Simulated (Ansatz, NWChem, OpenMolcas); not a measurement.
**How basis sets differ on InNH4 (SMILES [NH2][InH2])**

InNH4: 6 atoms, total charge 0, spin state singlet. SMILES: `[NH2][InH2]`. The coordinates come from a PBE0-D4/def2-TZVP relaxation.

```xyz
6

N    -0.0922   -1.0605    0.0366
In    0.0953    0.9359   -0.0483
H    -0.5980   -1.5529    0.7534
H     0.3119   -1.6973   -0.6293
H     1.0125    1.5205   -1.3707
H    -0.6874    1.7903    1.2121
```

Quantity: the HOMO–LUMO gap, in eV. The values are calculated.

```json
{"level": "HF/ANO-R0 (sfX2C)", "kind": "Hartree–Fock", "program": "OpenMolcas", "value (eV)": "12.07", "CPU time": "3.5 s"}
{"level": "HF/ANO-RCC-MB (DKH2)", "kind": "Hartree–Fock", "program": "OpenMolcas", "value (eV)": "12.05", "CPU time": "3.3 s"}
{"level": "HF/STO-3G", "kind": "Hartree–Fock", "program": "NWChem", "value (eV)": "13.79", "CPU time": "5.4 s"}
{"level": "HF/3-21G", "kind": "Hartree–Fock", "program": "Ansatz", "value (eV)": "11.43", "CPU time": "1.5 s"}
{"level": "HF/ANO-RCC-VDZ (DKH2)", "kind": "Hartree–Fock", "program": "OpenMolcas", "value (eV)": "11.71", "CPU time": "3.5 s"}
{"level": "HF/def2-SVP (core potential)", "kind": "Hartree–Fock", "program": "Ansatz", "value (eV)": "11.60", "CPU time": "2.2 s"}
{"level": "HF/ANO-RCC-VDZP (DKH2, RICD fitting)", "kind": "Hartree–Fock", "program": "OpenMolcas", "value (eV)": "11.66", "CPU time": "32 s"}
```

All-electron rows without a relativistic Hamiltonian named are non-relativistic, while core potentials hold scalar relativity, so basis and relativity change together. The values span 11.43 to 13.79 eV. A Hartree–Fock LUMO above zero doesn't converge with the basis: it sinks as sets grow more diffuse. Orbital gaps aren't excitation energies. Times are those of the runs behind each value, whatever else they computed, on shared processors of several kinds: orders of magnitude only.

The gap depends less on the number of functions than on their shape. STO-3G stands apart at 13.79 eV, yet the equally minimal ANO-RCC-MB gives 12.05 eV, close to the split-valence results. The planar molecule has a nitrogen lone pair of π type beside a formally empty indium 5p orbital, so the HOMO is probably mainly lone pair and the LUMO largely indium-centred. STO-3G's fixed, compact functions describe both poorly, and the antibonding or outer part of the LUMO is probably pushed up most. Atomic natural orbitals have a better radial form even when minimal.

Within the ANO-RCC family, splitting the valence shell lowers the gap to 11.71 eV, while going on to VDZP changes it little, as expected if radial flexibility matters more here than angular polarisation. Size alone doesn't order the whole table, however: 3-21G lies below the larger polarised sets, which may reflect its particular exponents or the missing relativity. Without separate orbital energies, the shifts can't be assigned to the HOMO or the LUMO.
